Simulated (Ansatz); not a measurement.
# How methods differ on AsF3 (arsenic trifluoride)

AsF3: 4 atoms, total charge 0, spin state singlet. As SMILES, `F[As](F)F`. The coordinates come from a PBE0-D4/def2-TZVP relaxation.

```xyz
4

F    -0.4459    0.3956    1.3626
As   -0.4620   -0.4572   -0.1256
F     1.2040   -0.8659   -0.1127
F    -0.2962    0.9276   -1.1243
```

Quantity: the energy change with the As2–F4 bond stretched from 1.715 to 4.288 Å, in eV. The values are calculated.

```
                        level                    kind  program  value (eV)  less FCI/STO-3G
     BLYP/STO-3G (restricted)                     GGA   Ansatz        5.08            +2.47
   revPBE/STO-3G (restricted)                     GGA   Ansatz        4.96            +2.35
   r2SCAN/STO-3G (restricted)                meta-GGA   Ansatz        5.49            +2.88
     PBE0/STO-3G (restricted)           global hybrid   Ansatz        6.30            +3.69
  r2SCAN0/STO-3G (restricted)         hybrid meta-GGA   Ansatz        6.57            +3.96
CAM-B3LYP/STO-3G (restricted)  range-separated hybrid   Ansatz        7.09            +4.48
  wB97M-V/STO-3G (restricted)  range-separated hybrid   Ansatz        7.48            +4.87
                   FCI/STO-3G      exact in the basis   Ansatz        2.61             0.00
```

FCI/STO-3G is exact within its basis and frozen core, so for wave-function methods in that basis the difference is their error; functionals converge differently with the basis, so for them it is only a difference. All-electron rows without a relativistic Hamiltonian named are non-relativistic. The first shape isn't each level's own minimum. The values span 2.61 to 7.48 eV. All rows use very small basis sets, so none should be taken for the real molecule's value.

Every restricted functional puts the stretched geometry too high relative to FCI, from 4.96 eV with revPBE to 7.48 eV with wB97M-V, against 2.61 eV. The main reason is static correlation. Homolytic As–F cleavage leaves one unpaired electron on each fragment, but a closed-shell determinant keeps both in one shared orbital and so retains spurious ionic character. FCI removes this by mixing in the configuration with the antibonding orbital doubly occupied.

Semilocal exchange partly mimics this left-right correlation, whereas exact exchange doesn't, which explains why all the hybrids lie above the semilocal functionals and the range-separated ones highest. The gap between r2SCAN and the two GGAs must have another origin, as none of them contains exact exchange.

The FCI value itself is well below the known As–F bond strength, probably because the minimal basis lacks the polarization and radial flexibility that a polar bond needs. The ordering reflects how each functional tolerates a forced closed shell, and doesn't support a ranking for AsF3 near equilibrium.
